Why does a magnetic metal resist compression less than the same metal with its magnetism switched off? Take manganese on a simple cubic lattice and reduce the volume of its relaxed cell by 12 %. With equal numbers of up-spin and down-spin electrons everywhere, the solid pushes back with 31.7 GPa. With antiferromagnetic moments on its atoms, it pushes back with 16.3 GPa, about half as much.

The tempting answer lies in the moments themselves. Under this compression the moment on each atom shrinks from 2.29 to 1.82 μB, where μB, the Bohr magneton, is the moment of one unpaired electron spin. The magnetic solid therefore has a way to yield that the non-magnetic one lacks: it can give up part of its moment. On this view, softness is the direct sign of a moment that gives way.

A second answer looks at the size of the cell. At scale 1 the antiferromagnetic solid takes 13.99 Å³ an atom and the non-magnetic one 12.40 Å³. Atoms that stand further apart are held by weaker bonds and repel one another less steeply, so a larger cell is normally a softer one. On this view, magnetism acts in a roundabout way: it first enlarges the cell, and the large cell is soft for ordinary reasons.

Simple cubic Mn, antiferromagnetic (G-type) or non-magnetic, computed with Ansatz 0.2.0 (BLYP, scalar-relativistic plane-wave PAW, 420 eV cutoff). Each relaxed cell is scaled uniformly; energies are for zero smearing, relative to scale 1. Pressures, positive in compression, include Fermi-Dirac smearing of 0.05 eV (antiferromagnetic) or 0.1 eV (non-magnetic).

| volume scale | energy change, antiferromagnetic start (meV/atom) | pressure, antiferromagnetic start (GPa) | largest site moment, antiferromagnetic start (μB) | energy change, non-magnetic start (meV/atom) | pressure, non-magnetic start (GPa) |
| --- | --- | --- | --- | --- | --- |
| 0.88 | 76.1 | 16.28 | 1.82 | 126.0 | 31.70 |
| 0.92 | 31.5 | 9.52 | 1.99 | 50.3 | 18.77 |
| 0.96 | 7.7 | 4.26 | 2.15 | 10.7 | 8.36 |
| 1 | 0.0 | 0.23 | 2.29 | 0.0 | -0.03 |
| 1.04 | 4.7 | -2.79 | 2.44 | 12.7 | -6.80 |
| 1.08 | 18.5 | -4.95 | 2.59 | 44.2 | -12.25 |
| 1.12 | 38.9 | -6.52 | 2.72 | 90.9 | -16.62 |

The two answers part company once the solids are compared at the same volume instead of the same scale. If the yielding moment is the main cause, the magnetic solid should remain much softer there. If size is the main cause, most of the difference should vanish. The volumes of the two columns overlap between about 12.3 and 13.9 Å³ an atom, so the comparison can be made.

The measure of stiffness is the bulk modulus, B = −V dP/dV, the rise in pressure P for a small relative decrease in volume V. To obtain it, a third-order Birch–Murnaghan curve, a standard smooth form for pressure against volume, was fitted by least squares to the seven pressures of each column. The slopes give moduli that are good to a few GPa. At scale 1 they are 188 GPa for the non-magnetic solid and 85 GPa for the antiferromagnetic one.

Now squeeze the antiferromagnetic solid to the 12.40 Å³ of its non-magnetic partner. Its modulus rises from 85 to 168 GPa, although it still carries a moment of nearly 2 μB. Only about 20 GPa then separates it from the non-magnetic solid. Four-fifths of the difference in stiffness has gone with the difference in volume.

The result doesn't depend on which solid is moved. Stretching the non-magnetic solid to 13.99 Å³, slightly beyond its last row, lowers its modulus from 188 to 107 GPa. It becomes soft with no moment at all, and again about four-fifths of the difference is accounted for. Size is the larger part of the answer.

That leaves the question of why the magnetic cell is larger. The table shows a force at work. At 13.89 Å³ the non-magnetic solid has a pressure of −16.6 GPa, which means that it is under tension and would contract if released. At almost the same volume the antiferromagnetic solid is close to zero pressure. The presence of the moments must therefore supply an outward push of about 17 GPa, enough to balance the inward pull of the bonds.

The energies tell the same story. Placed on a common scale by the total energies of the same calculations, the antiferromagnetic solid is lower by 0.19 eV an atom near 12.35 Å³ and by 0.35 eV near 13.94 Å³. Magnetism gains more in a larger cell, and a contribution to the energy that falls on expansion acts as an outward push. The slope of this gain corresponds to 16.9 GPa, in accord with the pressures.

The standard explanation of the push begins with the d electrons, which hold a transition metal together by moving from atom to atom. Their levels spread into a band, with bonding states at the bottom and antibonding states at the top. Without moments, electrons of both spins fill the states from the bottom up, and the bonds are as strong as the filling allows. In this antiferromagnet each atom has neighbours of opposite moment, so an up-spin electron finds low energy on one atom and high energy on the next. It stays more on the favourable atoms, takes less part in bonding, and the bonds weaken.

The atoms accept this loss because electrons of like spin on one atom avoid each other, and the energy of the atom falls. This lowering, the exchange gain, belongs mainly to the single atom and depends little on the distance to its neighbours. The lost bonding does depend on that distance, because it is large when the atoms are close and small when they are far apart. A solid with moments can therefore reduce its loss by expanding, and that is the outward push.

A simpler system shows why such a push softens the solid. Imagine a diatomic molecule whose two atoms are pulled apart by a constant force. The force adds no stiffness and removes none, since it is the same at every distance, but it moves the atoms to a longer bond length, where the bond itself is weaker against further stretching. This picture covers the four-fifths of the softness that come from size. It stops there, because the magnetic push isn't quite constant.

The difference between the antiferromagnetic and non-magnetic pressures at equal volume measures the push. Taking the antiferromagnetic pressure from its fitted curve and the non-magnetic one from the table gives 15.1 GPa at 12.40 Å³ and 17.5 GPa at 13.89 Å³. The push is thus weaker in the compressed solid, which makes compression easier. A growth of 2.4 GPa over a 12 % increase in volume lowers the modulus by 2.4/ln 1.12, or about 21 GPa. This is the remaining fifth of the softness, seen from another side. The non-magnetic calculation used a wider smearing of the electron occupations, which lowers the push by roughly half a GPa at every volume and so hardly affects its growth.

Here the tempting answer can be put to a numerical test. The energy cost of a moment m rises roughly as m², because reversing every moment leaves the cost unchanged, so for small moments the square is the first term that can appear. If only the moment mattered, the push would follow m² as well. Read from the table by straight lines between rows, the moment is 1.85 μB at 12.40 Å³ and 2.26 μB at 13.89 Å³, so the push should grow by a factor of about 1.5.

Starting from 15.1 GPa, that factor would add about 7.6 GPa and make the magnetic solid softer by 7.6/ln 1.12, or 67 GPa, at equal volume. The calculation gives about 20 GPa. The shrinking moment taken alone thus predicts more than three times the softening that is there. Something must hold the push nearly steady while the moment changes.

The simple theory of d bands supplies a candidate. The band width W measures how readily electrons move between atoms, and for d electrons it falls roughly as V^(−5/3). The bonding lost to a moment is proportional to W m², hence to m² V^(−5/3). The push is minus the derivative of this energy with respect to volume. The moment may be held fixed in that step, because it has already settled where a small change in it leaves the energy unaltered. The result is a push proportional to m² V^(−8/3).

The estimate can now be completed. Between 12.40 and 13.89 Å³ the moment factor is 1.5, and the volume factor is (12.40/13.89)^(8/3), or 0.74. Their product is 1.11, while the pressures give a growth of 1.16. The push at the smaller volume sets the starting value, and the push at the larger one was not used to adjust the rule.

The band width itself was not computed here, so the rule is a plausible account and not a proof. If it holds, the physical content is a near balance. Expansion enlarges the moment, which strengthens the push, and it narrows the band, which weakens it. The moment wins by a small margin. The rule recovers about 1.7 of the 2.4 GPa by which the push grows, so it gets the balance right but underrates the margin. It treats the moment as small, and 2 μB is a sizeable part of the 5 μB that a half-filled d shell could carry; whether this causes the shortfall is untested.

The balance also shows what is true in the tempting answer. Suppose the moment could be frozen while the solid is compressed. By the same rule the push would then rise under compression, and the solid would be stiffer than the non-magnetic one at equal volume. A moment free to shrink therefore softens the magnet considerably, by roughly 60 GPa on this rule. Most of this is cancelled, because the same magnet with a frozen moment would have been stiffer than the non-magnetic solid. At equal volume only about 20 GPa of softening is left, and the larger cell accounts for the rest of the difference.

For a neighbouring case the rule gives a simple criterion. The push stays constant if the moment grows as V^(4/3), since the two factors then cancel. Here the moment grows faster, roughly as V^1.8 over the shared volumes, so the magnetic solid is somewhat softer even at equal volume. Where a moment is almost independent of volume, the rule points the other way: the cell is still enlarged, and softened by its size, but at equal volume the magnetic solid should be the stiffer one.

For practical work the lesson concerns the order of comparison. Leaving out magnetism here more than doubles the bulk modulus, and most of that error enters through a cell that is too small. A comparison at equal scale mixes the two effects, while one at equal volume separates them.

The moduli themselves shouldn't serve as data for manganese metal, whose stable form has a much more complicated structure. BLYP is also a functional with known weaknesses for metals, and it is used here with atomic datasets made for another functional. The separation of size from direct magnetic softening is safer than the absolute values, because both solids share most of these faults, though an error of the functional in the strength of magnetism would touch only the antiferromagnetic one. It holds for this one antiferromagnetic order, and another arrangement of the moments might lie lower in energy.
